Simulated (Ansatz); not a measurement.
YSn3: energy above lowest point against volume scale

All results are calculated (Ansatz 0.2.0). Free energy against uniform scaling of the volume at fixed shape and fractions; periodic cell, basis, potentials, k mesh and filling as listed.

The cell before it is scaled or strained (space group Fm-3m, No. 225):
```
YSn3
1.0
      0.0000     3.8208     3.8208
      3.8208     0.0000     3.8208
      3.8208     3.8208     0.0000
Y Sn
1 3
Direct
  0.00000 0.00000 0.00000
  0.50000 0.50000 0.50000
  0.25000 0.25000 0.25000
  0.75000 0.75000 0.75000
```

Settings of every row: functional r2SCAN; dispersion none; potentials PAW; wave cutoff 600 eV; density cutoff 2400 eV; k mesh 5x5x5; k shift 0x0x0; occupations fermi dirac; smearing width 0.1 eV; spin none.

Limits: coarse k mesh, up to 40 meV an atom off; the cell comes from a prototype or a list of computed structures and needn't be the stable phase.

```csv
row,volume scale,V (Å³/atom),energy above lowest point (meV/atom)
1,0.92,25.658,25.4
2,0.9467,26.403,8.7
3,0.9733,27.144,0.6
4,1,27.889,0
5,1.0267,28.634,?
6,1.0533,29.375,17.7
7,1.08,30.12,34.3
```

Question: what energy above lowest point should row 5 give?

Worked fit of energy above lowest point. Take u = (V_r/V)^(2/3) − 1 with V_r = 27.517 Å³ an atom, which is twice the finite (Eulerian) strain; such expansions in the strain, on which the Birch-Murnaghan equation of state is built, carry the rest volume and the bulk modulus. The shown rows have u = 0.04774, 0.02793, 0.00914, -0.00891, -0.04262, -0.05848. Least squares give energy above lowest point = −0.55 + 31 × u + 10735 × u² meV/atom; a straight line predicts inner rows, each left out in turn, worse (root mean square 12 against 0.065 meV/atom). The rows lie off it by 0.0, 0.0, 0.0, 0.0, 0.1, 0.0. Its lowest point lies at u = -0.0014, or V = 27.58 Å³ an atom, and the curvature there gives the bulk modulus at fixed shape and fractions, B = (4/9)(1 + u)² E″(u)/V = 55.3 GPa. The withheld row has u = -0.02618, so the fit gives −0.55 + 31 × (-0.02618) + 10735 × (-0.02618)² = 6.0 meV/atom.

The calculation gave 6 meV/atom. The fit meets it to the printed digit.
